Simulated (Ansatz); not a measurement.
## A series in volume scale on Sn3Se

All results are calculated (Ansatz 0.2.0). Free energy against uniform scaling of the volume at fixed shape and fractions; periodic cell, basis, potentials, k mesh and filling as listed.

The cell before it is scaled or strained (space group Fm-3m, No. 225):
```
cell vectors (Å)
   0.0000     3.7331     3.7331
   3.7331     0.0000     3.7331
   3.7331     3.7331     0.0000
atoms (fractions of the cell vectors)
Sn  0.25000  0.25000  0.25000
Sn  0.75000  0.75000  0.75000
Sn  0.50000  0.50000  0.50000
Se  0.00000  0.00000  0.00000
```

Settings of every row: functional r2SCAN; dispersion none; accuracy medium; potentials norm-conserving; wave cutoff 1230 eV; density cutoff 4920 eV; k mesh 6x6x6; k shift 0x0x0; occupations fermi dirac; smearing width 0.3 eV; spin none.

Limits: coarse k mesh, up to 40 meV an atom off; wide smearing; the cell comes from a prototype or a list of computed structures and needn't be the stable phase.

| row | volume scale | V (Å³/atom) | energy above lowest point (meV/atom) | pressure (GPa) |
| --- | --- | --- | --- | --- |
| 1 | 0.88 | 22.891 | 61.6 | 7.83 |
| 2 | 0.92 | 23.931 | 22.4 | 4.36 |
| 3 | 0.96 | 24.972 | 3.3 | 1.63 |
| 4 | 1 | 26.012 | 0 | -0.54 |
| 5 | 1.04 | 27.053 | 9.3 | -2.26 |
| 6 | 1.08 | 28.093 | ? | ? |

Question: what energy above lowest point and pressure should row 6 give?

Worked fit of energy above lowest point. Take u = (V_r/V)^(2/3) − 1 with V_r = 24.972 Å³ an atom, which is twice the finite (Eulerian) strain; such expansions in the strain, on which the Birch-Murnaghan equation of state is built, carry the rest volume and the bulk modulus. The shown rows have u = 0.05972, 0.02879, 0, -0.02684, -0.05196. Least squares give energy above lowest point = 3.25 + 390.5 × u + 9795 × u² meV/atom; a straight line predicts inner rows, each left out in turn, worse (root mean square 14 against 0.26 meV/atom). The rows lie off it by 0.1, -0.2, 0.0, 0.2, -0.1. The withheld row has u = -0.07551, so the fit gives 3.25 + 390.5 × (-0.07551) + 9795 × (-0.07551)² = 29.6 meV/atom.

The calculation gave 28.5 meV/atom. The fit lies 1.1 meV/atom (3.9 % of the value, 1.8 % of the column's range) above it; its largest miss of a shown row is 0.2 meV/atom. This row lies beyond the range of the fit.

Worked fit of pressure. Take u = (V_r/V)^(2/3) − 1 with V_r = 24.972 Å³ an atom, which is twice the finite (Eulerian) strain; such expansions in the strain, on which the Birch-Murnaghan equation of state is built, carry the rest volume and the bulk modulus. The shown rows have u = 0.05972, 0.02879, 0, -0.02684, -0.05196. Least squares give pressure = 1.624 + 88.17 × u + 261.4 × u² GPa; a straight line predicts inner rows, each left out in turn, worse (root mean square 0.38 against 0.023 GPa). The rows lie off it by 0.01, -0.02, 0.01, 0.01, -0.01. The pressure vanishes at u = -0.0196, or V = 25.72 Å³ an atom, and there the bulk modulus at fixed shape and fractions is B = −V dP/dV = (2/3)(1 + u) dP/du = 50.9 GPa. The withheld row has u = -0.07551, so the fit gives 1.624 + 88.17 × (-0.07551) + 261.4 × (-0.07551)² = -3.54 GPa.

The calculation gave -3.62 GPa. The fit lies 0.08 GPa (2.2 % of the value, 0.7 % of the column's range) above it; its largest miss of a shown row is 0.02 GPa. This row lies beyond the range of the fit.
